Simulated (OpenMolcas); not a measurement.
## A ladder of methods for SiH3 (silyl radical)

The species is SiH3 (4 atoms), meant as a doublet with charge 0. As SMILES, `[SiH3]`. Geometry: relaxed at PBE0-D4/def2-TZVP.

```xyz
4

Si    0.2938   -0.0269   -0.1640
H     0.5592    0.6653    1.1239
H    -0.2240   -1.4017    0.0601
H    -0.6289    0.7632   -1.0200
```

Each level gives the energy change with the Si1–H4 bond stretched from 1.486 to 2.972 Å (eV). The values are calculated.

| level | kind | program | value (eV) | less FCI/6-31G | CPU time (all runs) |
| --- | --- | --- | --- | --- | --- |
| UHF/6-31G | Hartree–Fock | OpenMolcas | 2.67 | -0.14 | 3.3 s |
| USVWN5/6-31G | LDA | OpenMolcas | 3.26 | +0.45 | 9 s |
| UPBE/6-31G | GGA | OpenMolcas | 3.14 | +0.33 | 12 s |
| U-r2SCAN/6-31G | meta-GGA | OpenMolcas | 3.16 | +0.35 | 16 s |
| UM06-2X/6-31G | hybrid meta-GGA | OpenMolcas | 3.86 | +1.05 | 19 s |
| MC-PDFT[tPBE](7,7)/6-31G | multireference | OpenMolcas | 3.18 | +0.37 | 4.5 s |
| ROCCSD(T)/6-31G | coupled cluster or CI | OpenMolcas | 2.86 | +0.05 | 6.4 s |
| FCI/3-21G | exact in the basis | OpenMolcas | 2.85 | +0.04 | 25 s |
| FCI/6-31G | exact in the basis | OpenMolcas | 2.81 | 0.00 | 23 s |

FCI/6-31G is exact within its basis and frozen core, so for wave-function methods in that basis the difference is their error; functionals converge differently with the basis, so for them it is only a difference. The first shape isn't each level's own minimum. The values span 2.67 to 3.86 eV. Spin contamination of the reference (⟨S²⟩ at least 0.1 too high) touches UHF/6-31G, USVWN5/6-31G, UPBE/6-31G, U-r2SCAN/6-31G. All rows use very small basis sets, so even the best lies far from the true value. CPU times are rough (shared hosts, several kinds of processor): they show what a rung costs within a factor of a few.

Stretching one Si–H bond in silyl costs 2.81 eV at the FCI/6-31G level, a modest price for a bond taken to twice its length. The chemical reason is electron recoupling: as hydrogen leaves, the silicon electron from the broken bond can pair with the radical electron, leading towards singlet silylene with a lone pair rich in silicon 3s character. This pairing repays part of the cost of breaking the bond. It also keeps the number of electron pairs unchanged between the radical and the separated fragments, unlike ordinary homolysis of a closed-shell molecule.

ROCCSD(T) stays within 0.05 eV of FCI, so its perturbative treatment of triples copes with the recoupling at this stretch. UM06-2X stands apart even from the other functionals, probably because its stretched calculation settled on a higher-lying self-consistent solution; its 3.86 eV should not be read as evidence of a stronger bond. The closeness of the two FCI values does not demonstrate basis convergence, since both sets lack polarisation functions.
